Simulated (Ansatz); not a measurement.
TeAs: energy above lowest point against volume scale

Free energy against uniform scaling of the volume at fixed shape and fractions; periodic cell, basis, potentials, k mesh and filling as listed. The results are calculated, by Ansatz 0.2.0.

The cell before it is scaled or strained (space group Fm-3m, No. 225):
```
CELL_PARAMETERS angstrom
0.00000 2.96770 2.96770
2.96770 0.00000 2.96770
2.96770 2.96770 0.00000
ATOMIC_POSITIONS crystal
Te 0.50000 0.50000 0.50000
As 0.00000 0.00000 0.00000
```

Settings of every row: functional PBEsol; dispersion none; potentials all-electron LAPW; k mesh 8x8x8; k shift 0x0x0; occupations cold; smearing width 0.1 eV; spin none; SCF threshold exponent -10.

Limits: coarse k mesh, up to 40 meV an atom off; no spin-orbit coupling, which can matter with elements this heavy; the cell comes from a prototype or a list of computed structures and needn't be the stable phase.

```
row  volume scale  V (Å³/atom)  energy above lowest point (meV/atom)
  1          0.94       24.569                                   2.2
  2          0.96       25.092                                     0
  3          0.98       25.615                                   2.6
  4             1       26.137                                   9.5
  5          1.02        26.66                                     ?
  6          1.04       27.183                                  34.5
  7          1.06       27.705                                  51.8
```

Question: what energy above lowest point should row 5 give?

Worked fit of energy above lowest point. Take u = (V_r/V)^(2/3) − 1 with V_r = 25.876 Å³ an atom, which is twice the finite (Eulerian) strain; such expansions in the strain, on which the Birch-Murnaghan equation of state is built, carry the rest volume and the bulk modulus. The shown rows have u = 0.03516, 0.02072, 0.00678, -0.00667, -0.03232, -0.04451. Least squares give energy above lowest point = 5.54 − 514 × u + 11865 × u² + 1458 × u³ meV/atom; a parabola predicts inner rows, each left out in turn, worse (root mean square 0.028 against 0.0037 meV/atom). All shown rows lie on it to the printed digit. Its lowest point lies at u = 0.0216, or V = 25.06 Å³ an atom, and the curvature there gives the bulk modulus at fixed shape and fractions, B = (4/9)(1 + u)² E″(u)/V = 70.9 GPa. The withheld row has u = -0.0197, so the fit gives 5.54 − 514 × (-0.0197) + 11865 × (-0.0197)² + 1458 × (-0.0197)³ = 20.3 meV/atom.

The calculation gave 20.3 meV/atom. The fit meets it to the printed digit.
